### TiGa₃: following the seventh band

A crystal electron has a wave vector k and may take only certain energies, its levels. The table lists these energies from the Fermi level, the border between filled and empty states, and |k| is the distance of k from the nearest reciprocal lattice point. Most answers below follow three rows: Gamma, where k is zero; X; and the point halfway between them, k = (0 0 0.25).

Kohn-Sham levels of TiGa₃ (space group I4/mmm, 4 atoms per primitive cell) in its relaxed cell, measured from the Fermi level, with degenerate levels repeated. Calculated with Ansatz 0.2.0 using PBEsol and plane-wave PAW, scalar-relativistic and without spin polarization, with a 420 eV cutoff, a 12 × 12 × 12 k mesh and Gaussian smearing of 0.05 eV.

```tsv
k-point	k in reciprocal vectors	∣k∣ (1/Å)	level 4 below (eV)	level 3 below (eV)	level 2 below (eV)	level 1 below (eV)	level 1 above (eV)	level 2 above (eV)	level 3 above (eV)
Gamma	0 0 0	0.000	-3.26	-1.31	-1.31	-1.23	0.64	1.17	2.19
M	0.5 0.5 -0.5	0.724	-2.07	-1.19	-1.19	-0.12	0.94	0.94	1.18
N	0 0.5 0	0.914	-4.04	-3.94	-1.20	-0.34	0.55	1.69	2.72
S	0.297 0.703 -0.297	0.995	-6.31	-1.22	-0.88	-0.71	0.66	1.47	1.66
S_0	-0.297 0.297 0.297	0.995	-6.31	-1.22	-0.88	-0.71	0.66	1.47	1.66
X	0 0 0.5	1.186	-4.22	-3.04	-2.56	-1.11	1.83	2.04	2.58
R	-0.093 0.093 0.5	1.207	-3.85	-2.62	-1.78	-0.97	1.53	2.03	2.32
G	0.5 0.5 -0.093	1.207	-3.85	-2.62	-1.78	-0.97	1.53	2.03	2.32
P	0.25 0.25 0.25	1.240	-4.66	-2.09	-2.09	-1.71	1.40	1.83	2.45
midway	0.25 0.25 -0.25	0.362	-1.75	-1.27	-1.27	-0.72	1.17	1.46	1.46
midway	0 0.25 0	0.457	-2.47	-1.27	-0.91	-0.07	1.21	2.24	2.71
midway	-0.148 0.148 0.148	0.498	-2.53	-2.23	-0.56	-0.53	1.39	2.16	2.94
midway	0 0 0.25	0.593	-3.58	-2.35	-1.59	-1.46	2.20	2.27	2.48
midway	0.398 0.602 -0.398	0.801	-8.29	-4.50	-1.18	-0.73	0.38	0.80	0.91
midway	0.5 0.5 -0.297	0.870	-7.88	-4.47	-3.52	-0.11	0.08	0.71	0.76
midway	0.125 0.375 0.125	1.005	-3.37	-2.24	-1.66	-0.45	1.01	1.79	2.38
midway	-0.047 0.047 0.5	1.191	-3.61	-3.38	-2.23	-1.07	1.73	2.04	2.56
midway	0.125 0.125 0.375	1.200	-4.47	-2.75	-2.13	-1.41	1.81	1.83	2.61
```

**1. Is the jump from the last filled to the first empty level larger at Gamma or at X, and why?**

It is larger at X, 2.94 eV against 1.87 eV. The two numbers measure different things, however, because six valence levels are filled at Gamma and seven at X. The jump at Gamma leads from the sixth level to the seventh, the one at X from the seventh to the eighth. The seventh level lies at 0.64 eV at Gamma, under "level 1 above", and at −1.11 eV at X, under "level 1 below".

**2. No entry lies between −0.07 and 0.08 eV. Is this a band gap?**

No. On the way from Gamma to X the same calculation finds the seventh level at 0.02 eV, inside the apparent window. Eighteen points are a coarse sieve, and a band can slip through the Fermi level between them.

Counting electrons shows why some band must do so. Titanium brings four valence electrons and each of the three gallium atoms brings three, which makes 13 per cell. A band holds two electrons per cell, so 6.5 bands are filled on average over all k. A half cannot be made from completely full and completely empty bands, and the solid is a metal. The argument rests on paired spins, which this calculation imposes.

**3. Where does the seventh level cross the Fermi level on the way to X?**

A straight line between the two table entries puts the crossing at a third coordinate of k of 0.5 × 0.64/(0.64 + 1.11) = 0.18. The calculated levels along the path put it at 0.11. The line fails because the seventh level does all its falling in the first half of the path. After a short rise from 0.64 to 0.86 eV, which by itself would delay the crossing, it drops steeply to −1.46 eV halfway and then climbs a little to −1.11 eV at X.

The eighth level explains the turn from rise to fall. Its distance from the seventh shrinks from 0.53 eV at Gamma to 0.12 eV a fourteenth of the way to X, and has opened to 0.78 eV at the next calculated point. A rising and a falling branch meet there and exchange their order. The steep branch that carries the seventh level through the Fermi level therefore continues the eighth level at Gamma. Whether the two truly cross or narrowly avoid each other depends on their symmetry, which the energies alone do not settle.

**4. Why does Gamma have two levels at −1.31 eV, while X has no equal levels, and what would spin-orbit coupling change?**

Gamma keeps the fourfold axis of the tetragonal crystal. A quarter turn about it changes one state of the pair into the other, much as it turns a p orbital along one side of the square base into one along the other side, and the crystal cannot tell the two apart. At X the quarter turn leads to a different k, so this reason for equal energies is gone. In the table, equal levels occur in four rows only, and each of these points lies on such an axis (at P the turn must be combined with an inversion).

Spin-orbit coupling ties the spin to the motion around the axis and would split these pairs. For a 4p electron of a gallium atom the splitting is about 0.1 eV, a value for the free atom that was not computed here, and for titanium 3d it is smaller. The pair at −1.31 eV would stay filled, so the count of six at Gamma would survive.

**5. Which simpler system do the deepest valence electrons resemble?**

They resemble an electron gas in an empty box, a picture that also serves for sodium or aluminium. A free electron has the energy ħ²k²/2m, where ħ is the reduced Planck constant and m the electron's mass; in eV and ångström this is 3.8 |k|². Halfway to X, |k| is 0.593 Å⁻¹, which gives 3.8 × 0.593² = 1.34 eV above the bottom of the band. The calculation has the lowest valence level at −11.52 eV at Gamma and at −10.14 eV halfway, a rise of 1.38 eV. The formula contains only the mass of a free electron, no constant taken from these rows, and is 3 % below the calculated rise.

At X the picture bends. The free electron would have risen by 5.36 eV, the calculated level by only 4.65 eV. X lies midway between two reciprocal lattice points, so two plane waves running in opposite directions have the same energy there. The lattice mixes them into two standing waves, one pushed down and one pushed up. If only these two waves mixed, the push would be half the distance between the two lowest levels at X, 0.43 eV. That covers more than half of the shortfall; the rest probably comes from waves of higher energy, which mix in as well.

This gives a rule for other directions and for simple metals: follow the parabola until a second wave reaches the same energy, and expect the lower band to flatten there if the lattice mixes the two waves.

**6. Does the electron gas still hold at the Fermi level?**

The density of states, the number of places for electrons per eV and cell with both spins counted, seems to say yes. The calculation gives 1.40 at the Fermi level, and a gas of all 13 valence electrons in the same volume gives 1.50. Yet a gas without the roughly three electrons that the calculation assigns to titanium 3d gives 1.37, which is even closer. In a fixed volume this quantity grows only as the cube root of the number of electrons, so it hardly notices which of them are counted as free.

The agreement is thus a weak test. With so many electrons in titanium 3d, which stay close to their atom, the analogy is safe for the bottom of the valence band and should not be carried up to the Fermi level. The printed output after this text sets the free-electron values beside the calculated ones.

**7. What would a tenth of an electron more per cell change?**

If the bands keep their shape, the Fermi level rises by 0.1/1.40 = 0.07 eV. In composition this is about what one gets by replacing one titanium atom in ten by an element with one more valence electron, such as vanadium. A real substitution also alters the potential and the volume, so the figure is a first guess.

At X nothing would change hands, because the nearest levels lie more than 1 eV away on either side. The crossing between Gamma and X would move slightly towards Gamma, since the band falls on its way to X. The sensitive rows are those with a level close to the Fermi level: the one at 0.08 eV, at k = (0.5 0.5 −0.297), would come within reach of filling. As long as the bands keep their shape, a small change in the number of electrons thus alters the filling only near those k where a band lies close to the Fermi level.

**8. Which digits can be trusted?**

Distances between levels are safer than their position relative to the Fermi level. An error in the Fermi level moves every entry by the same amount and drops out of a difference. The jump of 2.94 eV at X is untouched by it, whereas a level at −0.07 eV could change sides. That level is hardly farther from the border than the smearing of 0.05 eV used to fill the states.

The density of states is less certain than its digits suggest. The entropy that belongs to the smearing gives a second value, averaged over the states close to the Fermi level: 1.65 instead of 1.40, or 17 % more than the first. With it the shift in question 7 becomes 0.06 instead of 0.07 eV, so even its single digit is uncertain.

The run also combined the PBEsol functional with PAW datasets made for PBE, a related functional; how far this shifts the levels was not tested.

None of these digits measures the distance from experiment. Levels of a density functional are not the energies at which a real crystal absorbs light or gives off electrons, and the two can differ by some tenths of an eV. What stands firm is the pattern: six filled valence levels at Gamma, seven at X, and a band that passes through the Fermi level in between.

Numerical output:

```
Distance across the Fermi level in eV and number of equal pairs:
     row  distance  pairs
   Gamma      1.87      1
       M      1.06      2
       N      0.89      0
       S      1.37      0
     S_0      1.37      0
       X      2.94      0
       R       2.5      0
       G       2.5      0
       P      3.11      1
  midway      1.89      2
  midway      1.28      0
  midway      1.92      0
  midway      3.66      0
  midway      1.11      0
  midway      0.19      0
  midway      1.46      0
  midway       2.8      0
  midway      3.22      0
Apparent window between highest level below and lowest above, eV: 0.15
Smallest distance across the Fermi level at one point, eV: 0.19
Largest distance across the Fermi level at one point, eV: 3.66
Valence electrons per cell: 13
Mean number of filled valence bands: 6.5
Third coordinate of k where the seventh level crosses the Fermi level: 0.1084
Slope of that level at the crossing, eV angstrom: -6.268
Spacing of seventh and eighth level at Gamma, eV: 0.53
Same spacing one step from Gamma, eV: 0.122
Same spacing two steps from Gamma, eV: 0.778
Rise of the lowest band from Gamma to halfway, eV: 1.379
Free-electron rise to halfway, eV: 1.34
Rise of the lowest band from Gamma to X, eV: 4.646
Free-electron rise to X, eV: 5.359
Shortfall at X, eV: 0.7131
Half the splitting of the two lowest levels at X, eV: 0.433
Free-electron band width with all valence electrons, eV (computed 11.52): 13.03
Free-electron band width without the Ti 3d electrons, eV: 10.85
Free-electron density of states with all valence electrons, per eV and cell (computed 1.40): 1.497
Free-electron density of states without the Ti 3d electrons, per eV and cell: 1.365
Density of states from the smearing entropy, per eV and cell: 1.647
Electrons per cell to remove to reach the nearest tabulated level below: 0.09822
Electrons per cell to add to reach the nearest tabulated level above: 0.1122
Fermi level shift for 0.1 electron per cell, eV: 0.07127
```
